Dear colleague,

On a ring cut open at one point, the formula $-i\,d/dx$ does not by itself say what happens to an electron that is moved across the cut. The missing information is the domain of the operator, and on your gold ring the domain is set by the flux. Stone's theorem makes this exact. I derive it first and then apply it.

## Premises

$\mathcal H$ is a complex Hilbert space, with $\langle\cdot,\cdot\rangle$ linear in the second slot. The operators $U(t)$, $t\in\mathbb R$, obey:

1. $U(t)$ is unitary.
2. $U(0)=1$ and $U(s+t)=U(s)U(t)$, so $U(t)^\dagger=U(-t)$.
3. $\|U(t)\psi-\psi\|\to0$ as $t\to0$ for every $\psi$ (strong continuity).

Since $\|U(t+h)\psi-U(t)\psi\|=\|U(h)\psi-\psi\|$, continuity holds at every $t$. I also take the spectral theorem as given: a self-adjoint $B$ assigns to each $\psi$ a measure $\mu_\psi$ on $\mathbb R$ with $\|f(B)\psi\|^2=\int|f|^2d\mu_\psi$ and $\langle\psi,f(B)\psi\rangle=\int f\,d\mu_\psi$, products of bounded functions go to products of operators, and $D(B)$ is the set where $\int\beta^2d\mu_\psi<\infty$.

**Theorem.** There is exactly one self-adjoint $A$ with $U(t)=e^{-itA}$. Its domain $D(A)$ is the set of $\psi$ for which
$$A\psi=i\lim_{h\to0}\frac{U(h)\psi-\psi}{h}$$
exists in norm. The product $tA$ is dimensionless: for time evolution $A=H/\hbar$, for translations $t$ is a length and $A$ a wave number.

## Proof

Define $A$ and $D(A)$ by the limit. $D(A)$ is a linear subspace and $A$ is linear on it.

**Step 1: equation of motion.** By premise 2,
$$\frac{U(t+h)-U(t)}{h}\psi=U(t)\frac{U(h)-1}{h}\psi=\frac{U(h)-1}{h}U(t)\psi .$$
For $\psi\in D(A)$ the middle form converges, because $U(t)$ is bounded. So the last form converges too, which gives $U(t)\psi\in D(A)$ and $\frac{d}{dt}U(t)\psi=-iAU(t)\psi$.

**Step 2: symmetry.** For $\phi,\psi\in D(A)$,
$$\Big\langle\phi,\,i\frac{U(h)-1}{h}\psi\Big\rangle=\Big\langle -i\frac{U(-h)-1}{h}\phi,\,\psi\Big\rangle=\Big\langle i\frac{U(-h)-1}{-h}\phi,\,\psi\Big\rangle .$$
The limit $h\to0$ gives $\langle\phi,A\psi\rangle=\langle A\phi,\psi\rangle$.

**Step 3: ranges.** For $\lambda>0$ and any $\psi$ set $R_\pm\psi=\int_0^\infty e^{-\lambda s}U(\pm s)\psi\,ds$. The integrand is continuous with norm $e^{-\lambda s}\|\psi\|$, so the integral exists and bounded operators pass inside it. Shifting the variable, for $h$ of either sign,
$$U(h)R_+\psi=e^{\lambda h}\Big[R_+\psi-\int_0^he^{-\lambda s}U(s)\psi\,ds\Big].$$
The right side is differentiable at $h=0$ with derivative $\lambda R_+\psi-\psi$. Hence $R_+\psi\in D(A)$ and $(\lambda+iA)R_+\psi=\psi$. The group $U(-t)$ has generator $-A$ on the same domain, so $(\lambda-iA)R_-\psi=\psi$. As $\lambda\pm iA=\pm i(A\mp i\lambda)$, both $A-i\lambda$ and $A+i\lambda$ map $D(A)$ onto $\mathcal H$.

**Step 4: density.** Because $\int_0^\infty\lambda e^{-\lambda s}ds=1$, splitting the integral at any $\delta>0$ gives
$$\|\lambda R_+\psi-\psi\|\le\sup_{0\le s\le\delta}\|U(s)\psi-\psi\|+2\|\psi\|e^{-\lambda\delta}.$$
Small $\delta$ controls the first term by premise 3, and large $\lambda$ then controls the second. Every $\psi$ is a limit of vectors in $D(A)$. So the adjoint $A^*$ exists, and step 2 says $A\subset A^*$.

**Step 5: self-adjointness.** Take $\phi\in D(A^*)$. By step 3 there is $\chi\in D(A)$ with $(A-i\lambda)\chi=(A^*-i\lambda)\phi$. Then $\xi=\phi-\chi$ obeys $(A^*-i\lambda)\xi=0$, and for every $\eta\in D(A)$
$$\langle\xi,(A+i\lambda)\eta\rangle=\langle(A^*-i\lambda)\xi,\eta\rangle=0 .$$
The vectors $(A+i\lambda)\eta$ fill $\mathcal H$, so $\xi=0$ and $\phi\in D(A)$. Thus $A=A^*$.

**Step 6: the exponential of a self-adjoint operator.** For self-adjoint $B$ let $W(t)=e^{-itB}$. The spectral theorem makes it a unitary group that maps $D(B)$ to itself and commutes with $B$. It is strongly continuous, since $\int|e^{-it\beta}-1|^2d\mu_\psi\to0$ by dominated convergence. For $\psi\in D(B)$,
$$\Big\|\frac{W(h)-1}{h}\psi+iB\psi\Big\|^2=\int\Big|\frac{e^{-ih\beta}-1}{h}+i\beta\Big|^2d\mu_\psi\to0,$$
because the integrand tends to zero pointwise and is bounded by $4\beta^2$. So $\frac{d}{dt}W(t)\psi=-iBW(t)\psi$.

**Step 7: $U(t)=e^{-itA}$.** Take $B=A$, $\psi\in D(A)$ and $\zeta(t)=U(t)\psi-W(t)\psi$. Steps 1 and 6 give $\zeta(t)\in D(A)$ and $\zeta'=-iA\zeta$. Then $\frac{d}{dt}\|\zeta\|^2=2\,\mathrm{Re}\langle\zeta,-iA\zeta\rangle=0$, since $\langle\zeta,A\zeta\rangle$ is real. With $\zeta(0)=0$ we get $\zeta\equiv0$. Bounded operators that agree on a dense set are equal.

**Step 8: uniqueness.** If also $U(t)=e^{-itB}$, step 6 shows $B\subset A$. Taking adjoints reverses the inclusion: $A=A^*\subset B^*=B$. So $A=B$, domain included. Two different self-adjoint operators, in particular two extensions of one symmetric operator, therefore generate different groups.

## Survival probability

For normalised $\psi$ with spectral measure $\mu$ of $A$, let $S(t)=\langle\psi,U(t)\psi\rangle=\int e^{-it\alpha}d\mu(\alpha)$ and $P=|S|^2$. Multiplying $S$ by its conjugate, the sine part cancels under exchange of the two variables, and
$$\frac{1-P(t)}{t^2}=\iint\frac{1-\cos t(\alpha-\beta)}{t^2}\,d\mu(\alpha)\,d\mu(\beta).$$
The integrand lies between $0$ and $\tfrac12(\alpha-\beta)^2$ and tends to the upper value as $t\to0$.

For $\psi\in D(A)$, $\tfrac12\iint(\alpha-\beta)^2=\langle A^2\rangle-\langle A\rangle^2=(\Delta A)^2$, where $\langle A^2\rangle$ means $\|A\psi\|^2$. Dominated convergence gives
$$P(t)=1-(\Delta A)^2t^2+o(t^2),\qquad P(t)\ge1-(\Delta A)^2t^2\ \text{ for all }t .$$
For $\psi\in D(A^2)$, the inequality $0\le\cos y-1+y^2/2\le y^4/24$ and $\iint(\alpha-\beta)^4=2m_4+6(\Delta A)^4$, with $m_4$ the fourth central moment, bound the remainder by $t^4[m_4+3(\Delta A)^4]/12$. For $\psi\notin D(A)$, $\int(\alpha-\beta)^2d\mu(\alpha)$ is infinite for every $\beta$, and Fatou's lemma gives $(1-P)/t^2\to\infty$. A quadratic onset is thus equivalent to $\psi\in D(A)$.

## The ring

Treat one electron (charge $-e$, spin ignored) on a loop of circumference $L$ with arc length $x\in[0,L]$ and $\mathcal H=L^2(0,L)$. A static flux $\Phi$ passes through the hole, counted positive by the right-hand rule about increasing $x$, with no field in the metal. With tangential vector potential $\Phi/L$, the kinetic wave number on periodic functions $\chi$ is $-i\,d/dx+e\Phi/\hbar L$. The gauge change $\psi=e^{i\theta x/L}\chi$ with
$$\theta=\frac{e\Phi}{\hbar}=2\pi\frac{\Phi}{h/e}$$
turns it into $-i\,d/dx$ with $\psi(L)=e^{i\theta}\psi(0)$. This is the Aharonov–Bohm phase written as a boundary condition.

**The extensions.** Let $K_{\min}=-i\,d/dx$ on absolutely continuous $\psi$ with $\psi'\in L^2$ and $\psi(0)=\psi(L)=0$. Its adjoint is the same expression with no boundary condition, so $K_{\min}$ is symmetric and not self-adjoint. Integration by parts gives
$$\langle\phi,K_{\min}^*\psi\rangle-\langle K_{\min}^*\phi,\psi\rangle=-i\big[\bar\phi(L)\psi(L)-\bar\phi(0)\psi(0)\big].$$
A self-adjoint extension lies between $K_{\min}$ and $K_{\min}^*$, so it is fixed by a subspace of pairs $(\psi(0),\psi(L))\in\mathbb C^2$. It must equal its own orthogonal complement under this nondegenerate form, so it is one-dimensional, and the form must vanish on it, so $|\psi(L)|=|\psi(0)|$. The extensions are exactly $\psi(L)=e^{i\theta}\psi(0)$, $\theta\in[0,2\pi)$.

**The groups.** Continue $\psi$ to the line by $\psi(x+L)=e^{i\theta}\psi(x)$ and set $(U_\theta(a)\psi)(x)=\psi(x-a)$. The group law is evident, and unitarity holds because $|\psi|^2$ is periodic. The functions $e_n=L^{-1/2}e^{ik_nx}$ with $k_n=(2\pi n+\theta)/L$ are the Fourier basis times a phase, hence complete, and $U_\theta(a)e_n=e^{-ik_na}e_n$. With $\psi=\sum c_ne_n$, $\|U_\theta(a)\psi-\psi\|^2=\sum|c_n|^2|e^{-ik_na}-1|^2\to0$. By step 8 the generator $K_\theta$ is the operator with eigenvalues $k_n$ and domain $\sum k_n^2|c_n|^2<\infty$. This is the twisted domain. Integration by parts shows that a twisted, absolutely continuous $\psi$ with $\psi'\in L^2$ has $k_nc_n$ as coefficients of $-i\psi'$. Conversely, a finite sum gives $\sum|c_n|<\infty$ by the Cauchy–Schwarz inequality, so the series converges uniformly and keeps the boundary condition, while its termwise derivative converges in $L^2$. One full turn gives $U_\theta(L)=e^{-i\theta}$.

**A state in every domain.** Take $\psi=\sqrt{2/L}\,\sin(\pi x/L)\,e^{ikx}$ with $kL$ a multiple of $2\pi$. It lies in $D(K_{\min})$, so for every $\theta$ one finds $\langle K_\theta\rangle=k$ and $\Delta K=\pi/L$ from the same integrals over $[0,L]$. Put $u=\pi a/L$ and $y=\pi x/L$, with $0\le a\le L$. For $x>a$ the shifted envelope is $\sin(y-u)$. For $x<a$ it has crossed the cut and is $e^{-i\theta}\sin(y-u+\pi)=e^{-i\theta}\sin(u-y)$. Hence $S=e^{-ika}(I_1+e^{-i\theta}I_2)$ with
$$I_2=\frac2\pi\int_0^u\sin y\,\sin(u-y)\,dy=\frac{\sin u-u\cos u}{\pi}\equiv g,$$
$$I_1=\frac2\pi\int_u^\pi\sin y\,\sin(y-u)\,dy=\frac{(\pi-u)\cos u+\sin u}{\pi}=\cos u+g .$$
Then $P=I_1^2+I_2^2+2I_1I_2\cos\theta$, that is
$$P_\theta=\cos^2u+2g(\cos u+g)(1+\cos\theta)=1-u^2+\frac{2(1+\cos\theta)}{3\pi}u^3+O(u^4),$$
using $g=u^3/3\pi+O(u^5)$. The quadratic term is $(\Delta K)^2a^2$ and carries no flux. The flux enters at third order, which a state in $D(K_\theta^2)$ could not show. Indeed, with $q_n=k_n-k$,
$$|c_n|^2=\frac{4\pi^2(1+\cos\theta)}{(\pi^2-q_n^2L^2)^2},$$
so the fourth moment diverges unless $\theta=\pi$. The continued function has a kink at the cut. At $\theta=\pi$ the kink is absent, only $q=\pm\pi/L$ survive with weight $1/2$ each, and $P=\cos^2u$.

**A state outside the domain.** The state $L^{-1/2}e^{ikx}$ has $\psi(L)=\psi(0)\neq0$ and belongs to $D(K_\theta)$ only for $\theta=0$. With $s=a/L$ the same splitting gives $|S|=|1-s+se^{-i\theta}|$ and
$$P=1-2s(1-s)(1-\cos\theta),$$
which falls linearly in $a$.

## Range of validity

The theorem needs all three premises and nothing more. A flux that changes in time breaks the group law for time evolution. A symmetric generator is not enough: on a half-line, shifts preserve the norm in one direction only and form no unitary group. The quadratic law holds on $D(A)$ only, and $o(t^2)$ improves to $O(t^4)$ on $D(A^2)$. It is useful for $|t|\,\Delta A\ll1$.

As statements about translations of the ideal loop, the ring formulas are exact. Reading them as time evolution needs more. For a free electron of mass $m$,
$$H=\frac{\hbar^2K_\theta^2}{2m}=\frac{\hbar^2k^2}{2m}+\hbar v\,q+\frac{\hbar^2q^2}{2m},\qquad v=\frac{\hbar k}{m},\quad q=K_\theta-k .$$
Dropping the last term makes $e^{-iHt/\hbar}$ a translation by $a=vt$, up to a phase. The dropped phase is $q_n^2a/2k$. Since $|e^{iy}-1|\le|y|$, $S$ changes by at most $(\Delta K)^2a/2k$ and $P$ by at most $(\Delta K)^2a/k$. Strictly, the kinked state is outside $D(H)$, so under the full $H$ its onset is not quadratic. At $\theta=0$ and for $Q\gg\pi/L$, each mode with $|q_n|<Q$ has $q_n^4|c_n|^2\approx8\pi^2/L^4$ and there are about $QL/\pi$ of them, so they add a fraction of about $2Q/\pi k^2L$ to the energy variance $(\hbar v\,\Delta K)^2$. The sizes follow.

## Numerical illustration

I take $L=1000$ nm (radius 159 nm) and approximate free-electron inputs for gold, $k_F\approx12.1$ nm$^{-1}$ and $v_F\approx1.40\times10^6$ m/s. The allowed carrier nearest $k_F$ is $k=2\pi\cdot1926/L=12.10$ nm$^{-1}$. Then $\Delta K=3.14\times10^{-3}$ nm$^{-1}$, $\hbar v_F=0.92$ eV nm and $\Delta E=\hbar v_F\Delta K=2.9$ meV, or 34 K in temperature units. The phase $\theta=\pi$ needs $\Phi=h/2e=2.068\times10^{-15}$ Wb.

| $a$ (nm) | $a/v_F$ (fs) | $g$ | $1-u^2$ | $P_0$ | $P_{\pi/2}$ | $P_\pi$ |
|---|---|---|---|---|---|---|
| 50 | 36 | $4.102\times10^{-4}$ | 0.9753 | 0.9771 | 0.9763 | 0.9755 |
| 250 | 179 | 0.04830 | 0.3831 | 0.6460 | 0.5730 | 0.5000 |

The entries for $g$ and $P$ depend only on $a/L$ and $\theta$. At 50 nm the three fluxes share the quadratic loss $u^2=0.0247$ and spread over only 0.0016. At 250 nm the quadratic law is merely a lower bound and the spread is 0.1460. The uniform state at $\theta=\pi$ has already dropped to $P=0.81$ at 50 nm.

Band curvature shifts $P$ by at most $4.1\times10^{-5}$ at 50 nm and $2.0\times10^{-4}$ at 250 nm, well below the spreads. The tail fraction for $Q=k$ is $5.3\times10^{-5}$, so the domain defect of the kinked state under $H$ is negligible up to the wave numbers where a free-electron band stops being credible.

Three other neglected effects are large in a lithographic ring. With a typical elastic mean free path of 30 nm for an evaporated film, the unscattered fraction after 50 nm is $e^{-50/30}=0.19$, a loss far above the flux effect. An arm of square section with side $w=20$ nm carries about $k_F^2w^2/4\pi=4.7\times10^3$ transverse channels per spin, each with its own longitudinal velocity, so $a=v_Ft$ holds for the lowest channels only. A uniform field of 26 mT gives $h/2e$ through the area $L^2/4\pi$, but it also threads the metal, and $\theta$ then varies across the arm by $4\pi^2w/L=0.79$ rad. The femtosecond column therefore describes a clean single-channel loop with gold's Fermi velocity. What survives disorder and many channels, for a flux confined to the hole, is the boundary condition itself: the Hamiltonian is self-adjoint on a domain labelled by $\theta$, each $\theta$ in $[0,2\pi)$ generates its own evolution group, and the spectrum is periodic in $\Phi$ with period $h/e$.